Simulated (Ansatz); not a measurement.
Redistribution: C3H4F2 + C4H10 → C3H5F + C4H9F

Species: C3H4F2 `C=C(F)CF`, singlet; C4H10 (butane) `CCCC`, singlet; C3H5F `C=CCF`, singlet; C4H9F (2-fluorobutane) `CCC(C)F`, singlet. The partners trade F for H; both sit on C, so the bond types are kept.

Shapes, held fixed at every level: PBE0-D4/def2-TZVP. Flexible molecules stand in one conformer, not always the lowest. Programs: Ansatz 0.2.0. Electronic energies: no zero-point or thermal term.

```csv
level,kind,ΔE (kJ/mol),less CCSD(T)/CBS estimate
PBE-D4/def2-TZVPP,GGA,-2.0,+9.4
r2SCAN-D4/def2-TZVPP,meta-GGA,-3.5,+7.9
wB97X-V/def2-TZVPP,range-separated hybrid,-7.2,+4.2
B2PLYP/def2-TZVPP,double hybrid,-8.2,+3.2
CCSD(T)/def2-TZVPP,coupled cluster or CI,-9.2,+2.2
CCSD/def2-TZVPP,coupled cluster or CI,-9.4,+2.0
CCSD(T)/CBS estimate,coupled cluster or CI,-11.4,0.0
```

The highest level, CCSD(T)/CBS estimate, gives ΔE = -11.4 kJ/mol; the levels span -11.4 to -2.0. The column of differences is taken from that level and isn't an error. No measured value is set beside it here. The CBS estimate extrapolates MP2 from def2-TZVPP and def2-QZVPP and adds CCSD(T) − MP2 in the triple-zeta set, cores frozen.

Every level favours moving fluorine from the alkene to butane, but the size of the preference depends strongly on the method, from -2.0 kJ/mol with PBE to -11.4 at the highest level. Although C–F and C–H bonds are conserved, the carbon environment is not: a vinylic C–F bond next to a CH2F group is exchanged for a secondary one on a saturated carbon. The driving force is probably the relief of the unfavourable interaction between vicinal, similarly polarised C–F bonds, aided by alkyl donation to the fluorinated carbon in 2-fluorobutane. These gains outweigh the loss of conjugation between the fluorine lone pair and the π bond, which the semilocal functionals may overstabilise through excessive delocalisation.

CCSD and CCSD(T) nearly coincide in the same basis, so perturbative triples matter little here; the larger shift comes with the basis-set extrapolation. The total reaction energy supports the direction of exchange, but cannot by itself apportion it among dipolar repulsion, hyperconjugation and π donation.
